How much energy does it take to stretch a zinc sulfide crystal in its basal plane, compared with stretching it along the c axis, and how far does the free axis follow? The question matters whenever a film has to match the spacing of the surface beneath it. The wurtzite crystal here was strained in two ways. In the biaxial rows, a and b are set together and c finds its own length. In the clamped rows, c is set and a and b stay put. The atoms inside the cell relax in both, so "clamped" refers to the sides of the cell and not to the atoms.

Strained wurtzite ZnS (P6_3mc, 4 atoms per cell, a = 3.807 Å, c = 6.245 Å), computed with Ansatz 0.2.0: r2SCAN, scalar-relativistic plane-wave PAW, no spin polarisation, 500 eV cutoff, Gamma-centred 6×6×4 k mesh, Gaussian smearing of 0.02 eV. Atoms are relaxed in every row; changes are relative to the unstrained cell, and b changes as a does.

```csv
strain kind,strain (%),cell freedom,energy change (meV/atom),volume change (%),a change (%),c change (%)
biaxial ab,-3,length and tilt of c free,18.5,-4.19,-3.00,1.83
biaxial ab,-2,length and tilt of c free,8.1,-2.80,-2.00,1.20
biaxial ab,-1,length and tilt of c free,2.0,-1.41,-1.00,0.59
biaxial ab,1,length and tilt of c free,1.9,1.41,1.00,-0.59
biaxial ab,2,length and tilt of c free,7.6,2.84,2.00,-1.16
biaxial ab,3,length and tilt of c free,16.7,4.27,3.00,-1.72
clamped c,-3,"cell held, only c stretched",8.6,-3.00,0.00,-3.00
clamped c,-2,"cell held, only c stretched",3.8,-2.00,0.00,-2.00
clamped c,-1,"cell held, only c stretched",0.9,-1.00,0.00,-1.00
clamped c,1,"cell held, only c stretched",0.9,1.00,0.00,1.00
clamped c,2,"cell held, only c stretched",3.6,2.00,0.00,2.00
clamped c,3,"cell held, only c stretched",8.1,3.00,0.00,3.00
```

## What happens

At equal strain, the biaxial rows cost about twice as much energy as the clamped ones. Stretching the plane by 3 % takes 16.7 meV per atom, and stretching c by 3 % takes 8.1. When the plane is stretched, c shrinks, and when the plane is squeezed, c grows. It follows only part of the way: for 1 % in the plane, c gives back 0.59 %.

## Why the plane costs twice as much

It is tempting to conclude that the plane is twice as stiff as the c axis. The stresses from the same calculations show otherwise. Near zero strain, the stress in each in-plane direction rises by 1.6 GPa for each per cent of biaxial strain. Along c in the clamped rows it rises by 1.5 GPa for each per cent, which is nearly the same. The two need not have been so close. In the plane, stretching one axis is expected to add to the stress on the other, while the free c axis relieves part of it.

The factor of two comes from counting axes. Elastic energy is half of stress times strain, added up over every axis along which the crystal is actually stretched against a stress. Biaxial strain does this work along two axes. The free c axis also changes length, but it carries practically no stress and adds no work. Clamped strain does work along c alone, because the sides are under stress but do not move.

The ratio of the two energies should therefore be twice 160 GPa over 152 GPa, or 2.11. The energies at 3 %, averaged over compression and tension, also give 2.11. This agreement is useful because the program flagged the stresses of the clamped rows as loosely converged, while the energies carry no such flag.

## Why c follows only part of the way

Each atom in wurtzite has four neighbours, one along c and three on bonds that slope towards the plane. Stretching the plane pulls the feet of the sloping bonds apart. They can avoid some of the lengthening by lying flatter, which shortens the crystal along c. Flattening, however, bends the angles away from the tetrahedral arrangement that the bonds prefer. The crystal settles on a compromise between longer bonds and bent angles. This picture is an argument from the structure, since bond angles are not listed for the strained cells.

The size of the compromise can be worked out from the clamped rows alone. Two stiffnesses are needed: C₃₃, the stress along c per unit strain along c, and C₁₃, the stress that the same strain causes in each held in-plane direction. With the in-plane strain called e_a and the strain along c called e_c, a free c axis means no stress along c:

C₃₃·e_c + 2·C₁₃·e_a = 0, so e_c = −2·(C₁₃/C₃₃)·e_a

The 2 is there because both in-plane axes act on c. The clamped rows at ±1 % give C₁₃ = 44.7 GPa and C₃₃ = 152 GPa. For 1 % in the plane, c should then change by −2 × 44.7/152 = −0.59 %.

The biaxial rows at ±1 %, which did not enter this estimate, show just that. Both kinds of strain probe the same energy surface, so the match shows that the runs are consistent and that the linear rule is good enough at 1 %. It does not test whether the level of theory describes real zinc sulfide well.

The partial response also explains the volume. Stretching the plane by 1 % enlarges its area by about 2 %, and c takes back 0.59 %, which leaves a volume gain of 1.41 %. To keep its volume, the crystal would have to shorten c by about 2 %, more than three times what it does.

## Where the simple rule bends

Linear elasticity makes compression and tension equally costly. At 3 % they no longer are: squeezing the plane costs 18.5 meV per atom, about 11 % more than stretching it. For c alone the excess is between 6 and 7 %. The usual reason is that repulsion between neighbouring atoms rises steeply as bonds shorten, whereas a stretched bond softens. At 1 % the two directions differ by no more than the last printed digit.

The response of c seems to drift as well. Per per cent of in-plane strain, c changes by 0.61 % at 3 % compression but by only 0.57 % at 3 % tension. How large this drift looks depends on the way strain is counted. A percentage refers to the starting length, so shrinking by 3 % is a slightly larger relative step than growing by 3 %. With logarithmic strains, which treat the two directions alike, the values become 0.595 and 0.587, and about three quarters of the drift is gone. The same count would take away nearly all of the extra cost of compression for c alone, and more than half of it for the plane. The forces between the atoms are no different for that. An energy that is symmetric in the logarithm of a length is already steeper on the short side when it is drawn against the length itself.

## What to do about it

For a film whose basal plane lies on the substrate and is held by it, with the top free, use the biaxial rows. Within 3 % either way, multiply the in-plane strain of the film, positive when it is stretched, by −0.59 to get the change of c. Square that strain in per cent and multiply by 2 meV per atom to get the stored energy. At 3 % the second rule is off by up to about 8 %, too low for compression and too high for tension. Both rules hold for a perfect crystal at zero temperature that keeps its symmetry; a real film may shed part of its strain by forming dislocations.

The clamped rows describe a layer stretched along c while its sides are held. They should not be used for a rod pulled along c with free sides. Such a rod can draw in its sides and so is softer, and that case was not calculated.

For another crystal or another direction, two questions give a first guess. How many axes are strained against a stress, and how large is the stress on each? Together these set the energy; counting axes alone was enough here only because the stresses per unit strain are nearly equal. When the axis that will be free is strained alone, how large is the sideways stress compared with the direct one? That sets how far this axis follows. The ratios used here are printed in the output below.

Numerical output:

```
Responses per per cent of strain (the clamped rows give 1 for c by construction):
         row  energy per squared strain (meV/atom per %^2)  volume change per % strain  c change per % strain  same with logarithmic strains
  biaxial ab                                         2.056                       1.397                  -0.61                        -0.5954
  biaxial ab                                         2.025                         1.4                   -0.6                        -0.5904
  biaxial ab                                             2                        1.41                  -0.59                        -0.5853
  biaxial ab                                           1.9                        1.41                  -0.59                        -0.5947
  biaxial ab                                           1.9                        1.42                  -0.58                        -0.5892
  biaxial ab                                         1.856                       1.423                -0.5733                         -0.587
   clamped c                                        0.9556                           1                      1                              1
   clamped c                                          0.95                           1                      1                              1
   clamped c                                           0.9                           1                      1                              1
   clamped c                                           0.9                           1                      1                              1
   clamped c                                           0.9                           1                      1                              1
   clamped c                                           0.9                           1                      1                              1
Biaxial modulus with c free, stress in each in-plane direction over strain, rows at 1 % (GPa): 160.2
C33, stress along c over strain along c, clamped rows at 1 % (GPa): 152
C13, in-plane stress over strain along c, clamped rows at 1 % (GPa): 44.73
c change per % of biaxial strain, estimated from the clamped stresses (%): -0.5886
c change per % of biaxial strain, computed in the biaxial rows at 1 % (%): -0.59
Part of the in-plane area change that c offsets in the volume, rows at 1 % (%): 29.5
Elastic work, biaxial over clamped, from the stresses at 1 % (ratio): 2.108
Energy, biaxial over clamped, mean of both signs at 3 % (ratio): 2.108
Energy, biaxial over clamped, mean of both signs at 2 % (ratio): 2.122
Energy at 3 % over energy at 2 %, biaxial, mean of both signs (a pure square gives 2.25): 2.242
Energy at 3 % over energy at 2 %, clamped, mean of both signs (a pure square gives 2.25): 2.257
Compression less tension at 3 %, biaxial (meV/atom): 1.8
Compression less tension at 3 %, clamped (meV/atom): 0.5
Compression less tension at 2 %, biaxial (meV/atom): 0.5
Compression less tension at 2 %, clamped (meV/atom): 0.2
Extra cost of compression over tension at 3 %, biaxial (%): 10.78
Extra cost of compression over tension at 3 %, clamped (%): 6.173
```
